## Squeezed and pulled: B3LYP on the Te–O stretch

A bond that is being pulled towards breaking ought to be harder for a density functional than one that is being squeezed. On this view B3LYP should follow a coupled-cluster curve well at short distances and part from it as the atoms separate. The small radical BH₂–Te–O offers a test. Its Te–O distance is changed while the rest of the molecule is held rigid, and each method's energy is counted from the same structure.

Rigid scan of the Te–O distance in the BH₂–Te–O radical (doublet, gas phase), computed with Ansatz 0.2.0 in the def2-TZVPP basis, with a def2 core potential on Te and unrestricted orbitals; CCSD(T) uses frozen cores but correlates Te 4d. The other atoms keep their PBE0-D4/def2-TZVP geometry, and each method's energy is counted from that minimum, at 1.853 Å.

```csv
stretch (Å),CCSD(T) (eV),PBE-D4 (eV),r2SCAN-D4 (eV),PBE0-D4 (eV),B3LYP-D4 (eV),B3LYP-D4 less CCSD(T) (eV),T1 diagnostic
1.668,0.7142,0.8008,0.7260,0.6737,0.7696,0.0554,0.031
1.705,0.4298,0.4945,0.4371,0.3972,0.4717,0.0419,0.036
1.759,0.1635,0.1995,0.1656,0.1423,0.1872,0.0237,0.042
1.823,0.0194,0.0289,0.0192,0.0126,0.0259,0.0065,0.044
1.853,0.0000,0.0000,0.0000,0.0000,0.0000,0.0000,n/a
1.893,0.0105,0.0009,0.0120,0.0195,0.0034,-0.0071,0.043
1.969,0.1151,0.0963,0.1228,0.1403,0.0992,-0.0159,0.040
2.050,0.3058,0.2888,0.3234,0.3463,0.2857,-0.0201,0.037
```

The column "B3LYP-D4 less CCSD(T)" contradicts the expectation. The disagreement is largest where the bond is shortest, at +0.055 eV or about 5 kJ/mol, and only −0.020 eV where it is longest. In between, it falls steadily and passes through zero at 1.853 Å. That zero is a convention, because all curves are set to zero at the PBE0 minimum.

Three explanations compete for the trend: the bond is beginning to break, the B3LYP well has the wrong stiffness, or it sits at the wrong distance. Each would give the difference a shape of its own.

### Is the bond beginning to break?

The negative difference at long distances makes the first explanation tempting. B3LYP finds the pulled bond cheaper than CCSD(T) does, as if it made breaking the bond too easy. There is sound theory behind the general worry. As two atoms separate, bonding and antibonding orbitals approach each other in energy, and a description built on one electron configuration becomes less adequate.

An error of this kind should start gently near the minimum and grow faster as the bond lengthens. The computed difference does the opposite. Between the two shortest distances it changes by 0.0135 eV (0.0554 − 0.0419) over only 0.037 Å. Between the two longest it changes by 0.0042 eV (0.0201 − 0.0159) over more than twice that interval. The curves are separating most slowly just where bond breaking should drive them apart.

The T1 diagnostic points the same way. It measures the weight of single excitations in the coupled-cluster wavefunction and serves as a warning that the starting determinant may be poor. It is nearly the same at 1.705 and 2.050 Å, 0.036 and 0.037, yet the B3LYP difference has opposite signs at these two distances. T1 is highest near the minimum and declines towards both ends of the scan.

T1 judges the coupled-cluster calculation and not B3LYP. It can also stay low in a stretched bond if the unrestricted starting determinant lets the two spins separate, so it is weak evidence here. Its value of about 0.04 near the minimum also advises some caution towards CCSD(T) as the standard of comparison. The scan reaches just 0.2 Å beyond the minimum and climbs about 0.3 eV, a small part of the way to separated fragments. Bond breaking is therefore a poor explanation of this trend, though it may well matter further out.

### Is the well too stiff?

The second explanation is that B3LYP makes every distortion too expensive by the same fraction. Squeezing and pulling both cost energy, so a well that is too stiff would lie above the CCSD(T) curve on both sides. A well that is too soft would lie below it on both sides. Neither can put B3LYP above the reference on one wall of the well and below it on the other.

A least-squares fit with one constant confirms how badly this idea fares. If the difference is taken as a fixed fraction of the CCSD(T) energy, the eight rows call for a B3LYP well about 6% too stiff. The fit then gives +0.020 eV at the longest distance, where the calculation gives −0.020 eV. The size is right there, but B3LYP lies on the other side of the reference.

### Is the well in the wrong place?

The third explanation leaves the shape of the well alone and moves it. Imagine two identical valleys, one shifted slightly towards longer bonds. On the inner wall the shifted valley is the higher of the two, because its wall has moved outwards. On the outer slope it is the lower, because its rise begins later. The difference changes sign without any change in stiffness.

The picture also explains the lopsidedness. A small horizontal shift opens a vertical gap in proportion to the local slope, and the two sides of a bond's well are not equally steep. When the atoms are pushed together, the repulsion between their electron clouds rises sharply. When they are pulled apart, the attraction fades gradually. The same shift therefore costs more on the squeezed side.

To put this into a formula, let $x$ be the Te–O distance, $x_0$ = 1.853 Å the common zero, and $V(x)$ the CCSD(T) energy. If the B3LYP well is the same well moved outwards by a length $d$, its energy counted from $x_0$ is

$$V_{\mathrm{B3LYP}}(x) = V(x-d) - V(x_0-d).$$

For small $d$, each term on the right changes by $-d$ times the local slope $V'$. Since $V(x_0)=0$, the difference between the two methods becomes

$$\Delta(x) \approx d\,\left[V'(x_0) - V'(x)\right].$$

The formula needs one length and the slope of the reference curve. The length can be read from the bottom of the wells. Parabolas through the three central rows, from 1.823 to 1.893 Å, place the minimum at 1.870 Å for B3LYP and at 1.863 Å for CCSD(T). Hence $d$ is about 0.0070 Å.

For the slope, a fourth-order polynomial was fitted by least squares to the CCSD(T) energies of all eight rows. With $u = x - x_0$ in ångström, its derivative in eV/Å is

$$V'(x) = -0.212 + 26.4\,u - 85.7\,u^2 + 143\,u^3.$$

The shortest distance, 1.668 Å, is the most demanding case. There $u = -0.185$, and the slope is

$$V' = -0.212 - 4.88 - 2.93 - 0.91 \approx -8.9\ \mathrm{eV/Å}.$$

At $x_0$ the slope is only −0.2 eV/Å, so the estimate reads

$$\Delta \approx 0.0070 \times (-0.2 + 8.9) \approx 0.061\ \mathrm{eV}.$$

The calculation gives 0.055 eV, so the estimate is about 10% too high. This row helped to fix the slope but not the shift, which came from the centre of the well. At the longest distance the slope is about +2.8 eV/Å, and the same recipe gives −0.021 eV against a calculated −0.020 eV. A shift read near the bottom thus accounts for most of the disagreement on both walls.

If the shift is instead fitted by least squares to the differences in all eight rows, it comes out as 0.0066 Å, close to the distance between the minima. The typical misfit is then about 0.001 eV, compared with 0.018 eV for the stiffness explanation, which also has one adjustable constant. A further test does not depend on the value of the shift at all. The difference at the shortest distance is 2.8 times as large as at the longest, and the CCSD(T) slopes alone lead to a ratio of 2.9.

The numbers therefore favour a displaced well over the other two explanations. They do not explain why B3LYP prefers the longer bond. An extra outward push between the atoms, fading in the right way with distance, would give the same curve. The dispersion term is an unlikely cause. In the PBE calculations it becomes about 0.0013 eV more attractive when the bond is squeezed from 1.853 to 1.668 Å, which slightly favours a shorter bond, and the B3LYP term is expected to behave alike. The cause may lie in the exchange or the correlation of B3LYP, or partly in the reference, and these curves do not settle which.

### What a neighbouring functional does

The same kind of parabola places the PBE0 minimum at 1.854 Å, close to the 1.853 Å of the optimised structure and on the short side of the CCSD(T) value. The sliding-well picture then predicts the reverse pattern, with PBE0 below the reference when the bond is squeezed and above it when the bond is pulled. The table shows just this reversal. The sizes, however, are not lopsided: the difference is −0.041 eV at the shortest distance and +0.041 eV at the longest.

Here the stiffness explanation, which failed for B3LYP, earns a place beside the shift. A least-squares fit of both effects to the eight PBE0 differences gives a well displaced inwards by 0.0087 Å and about 5% too stiff. The fitted displacement agrees with the distance between the PBE0 and CCSD(T) minima. The same two-term fit for B3LYP finds a change in stiffness of less than 1%.

The two effects combine differently on the two sides. When the bond is squeezed, the inward shift lowers the PBE0 curve by about 0.076 eV (0.0087 × 8.7), while the extra stiffness raises it by about 0.036 eV (0.05 × 0.714). Roughly half of the shift's effect is cancelled. When the bond is pulled, both effects raise the curve, and the gentler outer slope is compensated.

The extra stiffness need not be a separate error, however. The PBE0 difference is close to a straight line, rising by about 0.2 eV/Å on both sides of the common zero, as if a steady extra pull drew the atoms together. Such a pull moves the minimum to a shorter distance, where the reference curve bends more sharply. A shorter bond and a stiffer well then arrive together.

The other two functionals mark the limits of a pure shift. r2SCAN lies above CCSD(T) at both ends of the scan, which is the mark of a stiffer well. Its gap is larger on the pulled side, however, where stiffness alone would make it smaller, so a slight inward shift probably plays a part too. PBE resembles B3LYP over most of the range, with larger differences, but its negative difference shrinks slightly at the last distance. A rigid shift would have made it grow there, since the reference curve is still getting steeper.

### Reading such a difference

The shape of a difference curve is thus more informative than its largest value. A change of sign at the common zero, with the larger deviation on the steep side, suggests a wrong bond length. Deviations of the same sign on both sides suggest a wrong stiffness. A deviation that accelerates as the bond is pulled, with no counterpart on the squeezed side, would suggest the beginning of a bond-breaking failure.

For practical work, this means that the minima should be compared before a functional is blamed for its energies at distorted structures. A small error in bond length does little harm near the bottom of the well, where the slope is small. It becomes visible when energies are computed at a compressed geometry taken from elsewhere. For B3LYP here, most of the disagreement can be traced to that one length, whereas for PBE0 the stiffness has to be considered as well.

The reference sets a limit to how far this verdict reaches. Correlated calculations with a triple-zeta basis, such as the CCSD(T) used here, tend to give bonds that are slightly too long, and the effect may be comparable to the shift of 0.007 Å. A larger basis could therefore increase the apparent error of B3LYP and reduce that of PBE0. All the curves also leave out spin–orbit coupling. The comparison explains how these curves differ from one another, but it does not settle which functional comes closest to the real molecule.
